**Koopmans, second order and EOM-CCSD for an electron added to Gd⁵²⁺**

The table holds binding energies of seven levels of Gd⁵¹⁺ from two-component X2C-1e calculations in PySCF with screened-nucleus spin-orbit coupling, by Koopmans' theorem, second-order self-energy and EOM-CCSD corrected for the cut virtual space, together with one-particle weights. The program prints the steps between the levels of theory, tests the n*⁻³ scaling of the 3p and 4p splittings, inverts a two-level mixing model for the three rows of low weight and solves a one-pole model for the second-order 3d shifts. Second order lies within 0.57 eV of EOM-CCSD for the four rows with weight above 0.99 and misses the three mixed rows by 9 to 42 eV. The scaling holds within 0.5 % for Koopmans and second order and fails by 11 % for EOM-CCSD, where 4p3/2 is strongly mixed. The two-level model fixed on 3d3/2 reproduces the weight of 3d5/2 but misses its shift by about 4 eV.

Binding energies of an electron added to closed-shell Gd52+ ([Ne] 3s2), from PySCF 2.14.0: Koopmans' theorem, second-order self-energy and EOM-EA-CCSD (1s2 frozen, 56 virtual spinors kept, cut corrected in second order). All use a two-component X2C-1e GHF reference with screened-nucleus spin-orbit coupling, a Gaussian nucleus and an even-tempered 18s14p6d4f basis.

## The fit in Python

```python
# Table: binding energies (eV) of an electron added to Gd52+ [Ne]3s2; PySCF, X2C-1e with screened-nucleus
# spin-orbit; Koopmans, second-order self-energy, EOM-EA-GCCSD (corrected for cut virtuals), weights.
# Tested: steps between levels, n*^-3 scaling of splittings, two-level mixing, one-pole second-order model.
T = {
    'level': ['3p1/2', '3p3/2', '3d3/2', '3d5/2', '4s1/2', '4p1/2', '4p3/2'],
    'koop': [4695.786, 4509.018, 4322.351, 4280.95, 2575.476, 2523.727, 2449.48],  # eV
    'second': [4697.619, 4511.574, 4336.099, 4240.721, 2577.826, 2526.169, 2452.587],  # eV
    'eom': [4697.049, 4511.663, 4316.06, 4282.764, 2578.021, 2526.448, 2443.935],  # eV
    'corr': [1.264, 2.644, -6.291, 1.814, 2.544, 2.721, -5.545],  # eV
    'weight': [0.99643, 0.99456, 0.81713, 0.93828, 0.9938, 0.99254, 0.53631],
}
import numpy as np
from scipy.constants import physical_constants as pc, alpha, pi
Ry = pc['Rydberg constant times hc in eV'][0]
mc2 = pc['electron mass energy equivalent in MeV'][0]*1e6
L = list(T['level']); ix = {l: i for i, l in enumerate(L)}
K, S, E, C, W = (np.array(T[k], float) for k in ('koop', 'second', 'eom', 'corr', 'weight'))
# second-order correction for the cut virtual space (eV), typed from further outputs of the same run
cut = np.array([0.38554, 0.35015, 0.71696, 0.68512, 0.37852, 1.390954, 1.340129])
Z, q = 64, 52
print("rounding floor: 0.001 eV on a difference; energies in eV")
print("level weight n*(Koop) 2nd-Koop EOM-Koop (% of B) 2nd-EOM cut-corr cut/|corr|")
for i, l in enumerate(L):
    print(f"{l} {W[i]:.3f} {q*np.sqrt(Ry/K[i]):.3f} {S[i]-K[i]:+.3f} {C[i]:+.3f} ({100*C[i]/E[i]:+.3f}%) {S[i]-E[i]:+.3f} {cut[i]:.3f} {cut[i]/abs(C[i]):.2f}")
cl = W > 0.99
for nm, m in (('clean', cl), ('mixed', ~cl)):
    a, b = abs(K-E)[m], abs(S-E)[m]
    print(f"{nm}: |Koop-EOM| mean {a.mean():.2f} max {a.max():.2f}; |2nd-EOM| mean {b.mean():.2f} min {b.min():.2f} max {b.max():.2f}")
print("excitation from 3p1/2: Koop / 2nd / EOM, error vs EOM of Koop, 2nd")
for i in range(1, len(L)):
    k, s, e = K[0]-K[i], S[0]-S[i], E[0]-E[i]
    print(f"{L[i]} {k:.2f} / {s:.2f} / {e:.2f}  {k-e:+.2f} ({100*(k/e-1):+.2f}%) {s-e:+.2f} ({100*(s/e-1):+.2f}%)")
print("splittings 3p 3d 4p; ratio 3p/4p against (n*4p/n*3p)^3; bare (4/3)^3 = %.3f" % (4/3)**3)
dev = {}
for nm, B in (('Koop', K), ('2nd', S), ('EOM', E)):
    g = lambda l: B[ix[l]]
    p3, d3, p4 = g('3p1/2')-g('3p3/2'), g('3d3/2')-g('3d5/2'), g('4p1/2')-g('4p3/2')
    mod = ((g('3p1/2')+g('3p3/2'))/(g('4p1/2')+g('4p3/2')))**1.5
    dev[nm] = p3/p4/mod-1
    print(f"{nm} {p3:.2f} {d3:.2f} {p4:.2f}; ratio {p3/p4:.3f} model {mod:.3f} dev {100*dev[nm]:+.1f}%; 4p scaled from 3p {p3/mod:.2f}")
w0 = W[cl].mean()
print(f"background: clean weight {w0:.4f}, b from {C[cl].min():.3f} to {C[cl].max():.3f}")
d1, d2, p1, p2, s4, pp = (ix[l] for l in ('3d3/2', '3d5/2', '3p1/2', '3p3/2', '4s1/2', '4p3/2'))
print(f"pole between the 3d levels needs B(3s) in {K[p1]+K[p2]-K[d1]:.0f}..{K[p1]+K[p2]-K[d2]:.0f}")
for b in (C[cl].min(), C[cl].max()):
    print(f"-- b = {b:.2f}")
    r = {}
    for i in (d1, d2, pp):
        w, s = W[i]/w0, C[i]-b
        r[i] = (abs(s)*np.sqrt(w/(1-w)), K[i]+b+s*(1-2*w)/(1-w))
        print(f"two-level {L[i]}: s {s:+.2f} V {r[i][0]:.1f} unmixed gap {r[i][1]-K[i]-b:+.1f} partner {r[i][1]:.0f}")
    ev, U = np.linalg.eigh([[K[d2]+b, r[d1][0]], [r[d1][0], r[d1][1]]])
    j = np.argmax(U[0]**2)
    print(f"3d5/2 from 3d3/2 V, partner: corr {ev[j]-K[d2]:+.2f} (table {C[d2]:+.2f}), weight {w0*U[0, j]**2:.3f} (table {W[d2]:.3f})")
    a1, a2 = S[d1]-K[d1]-b, S[d2]-K[d2]-b
    P = (a1*K[d1]-a2*K[d2])/(a1-a2); B3s = K[p1]+K[p2]-P; P4 = K[p1]+K[s4]-B3s
    print(f"2nd-order common pole P {P:.0f} V {np.sqrt(a1*(K[d1]-P)):.1f} B(3s) {B3s:.0f}; EOM partner - P {r[d1][1]-P:+.0f}")
    print(f"guess 3s3p1/2 4s: bare pole {P4:.0f}, {K[pp]-P4:.0f} from 4p3/2, shift V2/gap {r[pp][0]**2/(K[pp]-P4):+.1f}; EOM partner - pole {r[pp][1]-P4:+.0f}")
print(f"2nd-order shift 4p3/2 less 4p1/2: {(S[pp]-K[pp])-(S[ix['4p1/2']]-K[ix['4p1/2']]):+.3f}")
print(f"QED scale alpha(Z alpha)^4 mc2/(pi n^3), n=4: {alpha*(Z*alpha)**4*mc2/pi/64:.1f} (order only); (Z alpha)^2 {(Z*alpha)**2:.2f}")
# counts typed from further outputs: 118 basis functions, 10 correlated, 54 dropped, 56 kept
o, v = 10, 56
vf = 2*118-12-54
print(f"cost: o={o}, v kept {v}, uncut {vf} (inferred); o2v4/ov2 = ov2 = {o*v*v}; (uncut/kept)^4 = {(vf/v)**4:.0f}")
assert np.all(abs(E-K-C) < 0.0021)
assert abs(S-E)[cl].max() < 1 and abs(S-E)[~cl].min() > 5
assert (S-K)[d1] > 0 > (S-K)[d2] and C[d1] < 0 < C[d2]
assert abs(dev['Koop']) < 0.02 and abs(dev['EOM']) > 0.05
```

Running it gives:

```
rounding floor: 0.001 eV on a difference; energies in eV
level weight n*(Koop) 2nd-Koop EOM-Koop (% of B) 2nd-EOM cut-corr cut/|corr|
3p1/2 0.996 2.799 +1.833 +1.264 (+0.027%) +0.570 0.386 0.31
3p3/2 0.995 2.856 +2.556 +2.644 (+0.059%) -0.089 0.350 0.13
3d3/2 0.817 2.917 +13.748 -6.291 (-0.146%) +20.039 0.717 0.11
3d5/2 0.938 2.932 -40.229 +1.814 (+0.042%) -42.043 0.685 0.38
4s1/2 0.994 3.780 +2.350 +2.544 (+0.099%) -0.195 0.379 0.15
4p1/2 0.993 3.818 +2.442 +2.721 (+0.108%) -0.279 1.391 0.51
4p3/2 0.536 3.875 +3.107 -5.545 (-0.227%) +8.652 1.340 0.24
clean: |Koop-EOM| mean 2.29 max 2.72; |2nd-EOM| mean 0.28 min 0.09 max 0.57
mixed: |Koop-EOM| mean 4.55 max 6.29; |2nd-EOM| mean 23.58 min 8.65 max 42.04
excitation from 3p1/2: Koop / 2nd / EOM, error vs EOM of Koop, 2nd
3p3/2 186.77 / 186.05 / 185.39  +1.38 (+0.75%) +0.66 (+0.36%)
3d3/2 373.44 / 361.52 / 380.99  -7.55 (-1.98%) -19.47 (-5.11%)
3d5/2 414.84 / 456.90 / 414.28  +0.55 (+0.13%) +42.61 (+10.29%)
4s1/2 2120.31 / 2119.79 / 2119.03  +1.28 (+0.06%) +0.76 (+0.04%)
4p1/2 2172.06 / 2171.45 / 2170.60  +1.46 (+0.07%) +0.85 (+0.04%)
4p3/2 2246.31 / 2245.03 / 2253.11  -6.81 (-0.30%) -8.08 (-0.36%)
splittings 3p 3d 4p; ratio 3p/4p against (n*4p/n*3p)^3; bare (4/3)^3 = 2.370
Koop 186.77 41.40 74.25; ratio 2.515 model 2.518 dev -0.1%; 4p scaled from 3p 74.17
2nd 186.05 95.38 73.58; ratio 2.528 model 2.516 dev +0.5%; 4p scaled from 3p 73.95
EOM 185.39 33.30 82.51; ratio 2.247 model 2.522 dev -10.9%; 4p scaled from 3p 73.51
background: clean weight 0.9943, b from 1.264 to 2.721
pole between the 3d levels needs B(3s) in 4882..4924
-- b = 1.26
two-level 3d3/2: s -7.56 V 16.2 unmixed gap +27.3 partner 4351
two-level 3d5/2: s +0.55 V 2.3 unmixed gap -8.7 partner 4274
two-level 4p3/2: s -6.81 V 7.4 unmixed gap +1.2 partner 2452
3d5/2 from 3d3/2 V, partner: corr -2.38 (table +1.81), weight 0.947 (table 0.938)
2nd-order common pole P 4291 V 19.9 B(3s) 4914; EOM partner - P +60
guess 3s3p1/2 4s: bare pole 2357, 92 from 4p3/2, shift V2/gap +0.6; EOM partner - pole +95
-- b = 2.72
two-level 3d3/2: s -9.01 V 19.4 unmixed gap +32.5 partner 4358
two-level 3d5/2: s -0.91 V 3.7 unmixed gap +14.3 partner 4298
two-level 4p3/2: s -8.27 V 8.9 unmixed gap +1.4 partner 2454
3d5/2 from 3d3/2 V, partner: corr -2.04 (table +1.81), weight 0.938 (table 0.938)
2nd-order common pole P 4289 V 19.1 B(3s) 4915; EOM partner - P +68
guess 3s3p1/2 4s: bare pole 2356, 94 from 4p3/2, shift V2/gap +0.9; EOM partner - pole +98
2nd-order shift 4p3/2 less 4p1/2: +0.665
QED scale alpha(Z alpha)^4 mc2/(pi n^3), n=4: 0.9 (order only); (Z alpha)^2 0.22
cost: o=10, v kept 56, uncut 170 (inferred); o2v4/ov2 = ov2 = 31360; (uncut/kept)^4 = 85
```
